\section*{Worked problem: band-bending fluctuations and the conductance area rule for Si/SiO$_2$ at 100 K}

\subsection*{Statement}
An n-type Si/SiO$_2$ capacitor is held in depletion at $T=100$ K. $G_p$ is the parallel conductance per area of the interface-trap branch, after removal of oxide capacitance and series resistance. All of the following inputs are assumed, illustrative values:
\begin{itemize}
\item trap density $D_{it}=2\times10^{11}$ cm$^{-2}$eV$^{-1}$, uniform in energy;
\item capture cross section $\sigma_n=1\times10^{-15}$ cm$^2$ and thermal velocity $v_{th}=1\times10^{7}$ cm/s, independent of energy;
\item surface electron density at the mean band bending $n_{s0}=1\times10^{12}$ cm$^{-3}$, bulk free-electron density $n_b=1\times10^{16}$ cm$^{-3}$;
\item Gaussian lateral fluctuation of band bending with rms value $\sigma_V=30$ mV, independent of temperature;
\item meter window 20 Hz to 1 MHz.
\end{itemize}
Find (a) $C_{it}$, $\tau_0$, $\sigma_s$ and the unbroadened peak, (b) the area under $G_p/\omega$ against $\ln\omega$, (c) the height and position of the broadened peak, (d) the share of the area that the meter sees.

\subsection*{(a) Uniform surface}
With $D_{it}$ per eV, the trap capacitance is $C_{it}=qD_{it}$ numerically ($q^2D_{it}$ with $D_{it}$ per joule):
\begin{equation}
C_{it}=1.602\times10^{-19}\,\mathrm{C}\times2\times10^{11}\,\mathrm{cm^{-2}V^{-1}}=32.04\ \mathrm{nF/cm^2},
\end{equation}
\begin{equation}
\tau_0=\frac{1}{\sigma_n v_{th}n_{s0}}=100\ \mu\mathrm{s},\qquad
\sigma_s=\frac{\sigma_V}{kT/q}=\frac{30\ \mathrm{mV}}{8.617\ \mathrm{mV}}=3.481 .
\end{equation}
The same 30 mV gives $\sigma_s=1.16$ at 300 K, so cooling triples the broadening parameter.

A level with equilibrium occupancy $f$ exchanges electrons with the conduction band only. It relaxes at the sum of the capture rate $1/\tau=\sigma_n v_{th}n_s$ and the emission rate. Since $f$ is the capture rate divided by that sum, the relaxation time is $f\tau$. Levels in $dE$ contribute the capacitance $q^2D_{it}|\partial f/\partial E|\,dE=C_{it}\,df$, each with a Debye loss. Summing gives the Lehovec form:
\begin{equation}
\frac{G_p}{\omega}=C_{it}\int_0^1\frac{\omega\tau f}{1+\omega^2\tau^2f^2}\,df=\frac{C_{it}}{2\omega\tau}\ln(1+\omega^2\tau^2).
\label{leh}
\end{equation}
With $x=\omega\tau$ the maximum obeys $2x^2/(1+x^2)=\ln(1+x^2)$. This gives $x=1.98$ and a height $0.402\,C_{it}=12.9$ nF/cm$^2$, at frequency $\nu=x/(2\pi\tau_0)=3.15$ kHz.

\subsection*{(b) The area rule}
Let $\eta$ be the local departure of band bending from its mean, in units of $kT/q$, positive towards depletion. Then $n_s=n_{s0}e^{-\eta}$ and $\tau=\tau_0e^{\eta}$, so $\tau_0$ is the median time constant. Patches add in parallel under a common ac surface potential, as in the model of Nicollian and Goetzberger. With $u=\ln\omega\tau_0$,
\begin{equation}
\frac{\langle G_p\rangle}{\omega}=C_{it}\int_{-\infty}^{\infty}g(u+\eta)\,\frac{e^{-\eta^2/2\sigma_s^2}}{\sqrt{2\pi}\,\sigma_s}\,d\eta,\qquad
g(v)=\frac{\ln(1+e^{2v})}{2e^{v}} .
\label{avg}
\end{equation}
Each patch only slides the curve $g$ along the $\ln\omega$ axis, and the weights sum to one, so the area is that of $g$. One Debye term, $y/(1+y^2)=1/(2\cosh\ln y)$ with $y=\omega\tau f$, has area $\int_0^\infty dy/(1+y^2)=\pi/2$ in $\ln\omega$ whatever its time constant. Hence
\begin{equation}
\int_{-\infty}^{\infty}\frac{\langle G_p\rangle}{\omega}\,d\ln\omega=\frac{\pi}{2}C_{it}=50.3\ \mathrm{nF/cm^2}
\label{area}
\end{equation}
for any $\sigma_s$, and for non-Gaussian distributions too. This is the zero-frequency Kramers--Kronig relation for the complex capacitance $C_p-jG_p/\omega$:
\begin{equation}
C_p(0)-C_p(\infty)=\frac{2}{\pi}\int_0^\infty\frac{G_p}{\omega}\,\frac{d\omega}{\omega}.
\end{equation}
Every patch has $C_p=C_{it}\arctan(\omega\tau)/(\omega\tau)$, which falls from $C_{it}$ to zero. The logarithm is natural: an area taken against $\log_{10}\nu$ must be multiplied by $\ln10$.

\subsection*{(c) Height and position}
Equation (\ref{leh}) shows $g$ as a sum of curves $1/[2\cosh(v+\ln f)]$ centred at $v=-\ln f$, with $f$ uniform on $(0,1)$. The variable $-\ln f$ is then exponentially distributed, with mean 1, variance 1 and third cumulant 2. The normalised curve $1/(\pi\cosh v)$ is symmetric with variance $\pi^2/4$. Cumulants add under convolution, so $g/(\pi/2)$ has
\begin{equation}
\kappa_1=1,\qquad \kappa_2=1+\frac{\pi^2}{4}=3.467,\qquad \kappa_3=2 .
\end{equation}

\emph{Limit of large $\sigma_s$.} Substitute $v=u+\eta$ in (\ref{avg}) and set the $u$ derivative to zero: $\int g(v)(v-u)e^{-(v-u)^2/2\sigma_s^2}dv=0$. When the Gaussian is flat across $g$, this gives $u=\kappa_1=1$, and the height is the area times the Gaussian maximum:
\begin{equation}
\omega_p\tau_0\to e=2.72,\qquad
\left.\frac{\langle G_p\rangle}{\omega}\right|_p\to\frac{\pi}{2}\,\frac{C_{it}}{\sqrt{2\pi}\,\sigma_s}=\sqrt{\frac{\pi}{8}}\,\frac{C_{it}}{\sigma_s}.
\end{equation}
The peak moves from the mode of $g$ to its mean. Here the limit gives $0.6267/3.481=0.180$, or 5.77 nF/cm$^2$.

\emph{First correction.} The limit needs $\sigma_s^2\gg\kappa_2$, which is only marginally met. The averaged curve has mean 1, third cumulant 2 and rms width
\begin{equation}
S=\sqrt{\sigma_s^2+\kappa_2}=\sqrt{3.481^2+3.467}=3.948 ,
\end{equation}
which is 1.71 decades of frequency. Write it as a Gaussian in $z=(u-1)/S$ times the skewness factor $1+\kappa_3(z^3-3z)/6S^3$. Its slope vanishes at $z\simeq-\kappa_3/2S^3$, so
\begin{equation}
u_p\simeq1-\frac{1}{S^2}=0.936,\qquad
\left.\frac{\langle G_p\rangle}{\omega C_{it}}\right|_p\simeq\frac{\sqrt{\pi/8}}{S}=0.159 .
\end{equation}
Numerical integration of (\ref{avg}) puts the maximum at $u_p=0.943$. The four descriptions compare as follows.

\begin{center}
\begin{tabular}{lcccc}
 & $\omega_p\tau_0$ & $\nu_p$ (kHz) & peak$/C_{it}$ & peak (nF/cm$^2$)\\ \hline
no fluctuation & 1.98 & 3.15 & 0.402 & 12.9\\
large-$\sigma_s$ limit & 2.72 & 4.33 & 0.180 & 5.77\\
with width $S$ & 2.55 & 4.06 & 0.159 & 5.09\\
numerical & 2.57 & 4.09 & 0.160 & 5.13
\end{tabular}
\end{center}

The bare limit overshoots the height by 12.5\%, while the form with $S$ lies within 1\% in both height and frequency. Two consequences matter for extraction. Dividing the 5.13 nF/cm$^2$ peak by $0.402\,q$ returns $8.0\times10^{10}$ cm$^{-2}$eV$^{-1}$, low by a factor 2.51. Setting $\omega_p\tau_0=1.98$ makes $\tau_0$ too short, and $\sigma_n$ too large, by a factor 1.30.

\subsection*{(d) Finite frequency window}
The window runs from $u_1=\ln(2\pi\times20\ \mathrm{s^{-1}}\times10^{-4}\ \mathrm{s})=-4.38$ to $u_2=6.44$, which is 4.7 decades. Integrating (\ref{avg}) numerically between these limits gives
\begin{equation}
\int_{u_1}^{u_2}\frac{\langle G_p\rangle}{\omega}\,du=0.831\times50.3=41.8\ \mathrm{nF/cm^2}.
\end{equation}
Used in (\ref{area}) without tails, this returns $1.66\times10^{11}$ cm$^{-2}$eV$^{-1}$. The area needs no knowledge of $\sigma_s$ only when the whole peak is in view. Here the peak is nearly centred in the window, which is close to the best case, and the missing tails must still be supplied by a fit of the width.

\subsection*{Limits of the model}
\emph{Flat band.} The mean band bending is $\ln(n_b/n_{s0})=9.21$ in units of $kT/q$, or $2.65\,\sigma_s$. The Gaussian places 0.4\% of the area beyond flat band, where electrons screen the fluctuation. That share is negligible here and grows quickly as the bias approaches flat band.

\emph{Slope of $D_{it}$.} Time constants within reach of the meter at 100 K belong to traps near the conduction band edge, where $D_{it}$ typically rises towards the band. Assume $D_{it}\propto e^{-a\eta}$ at the local Fermi level, with $a=kT/E_0$ and an assumed $E_0=0.10$ eV, so $a=0.0862$. Completing the square,
\begin{equation}
e^{-a\eta}e^{-\eta^2/2\sigma_s^2}=e^{a^2\sigma_s^2/2}\,e^{-(\eta+a\sigma_s^2)^2/2\sigma_s^2}.
\end{equation}
Area and height grow by only $e^{a^2\sigma_s^2/2}=1.046$, because the area now measures the patch average of $C_{it}$. The curve, however, slides by $a\sigma_s^2=1.04$ in $\ln\omega$, a factor 2.8 upwards in frequency. That outweighs the factor 1.30 found in (c). At 100 K the area is therefore a robust measure of trap density, whereas a cross section read from the peak frequency is uncertain by a factor of a few unless the energy dependence of $D_{it}$, and likewise of $\sigma_n$, is modelled.

\emph{Status of the numbers.} The results, a peak of 5.13 nF/cm$^2$ at 4.09 kHz and an area of 50.3 nF/cm$^2$, are the model's. Thermal oxides typically show $\sigma_s$ of about 1 to 3 at room temperature, and $\sigma_V$ was chosen near the low end of that range. A sample near the top of the range would give a lower and wider peak at 100 K with the same total area, more of it outside the window, and the Gaussian tail would then reach well past flat band at this bias.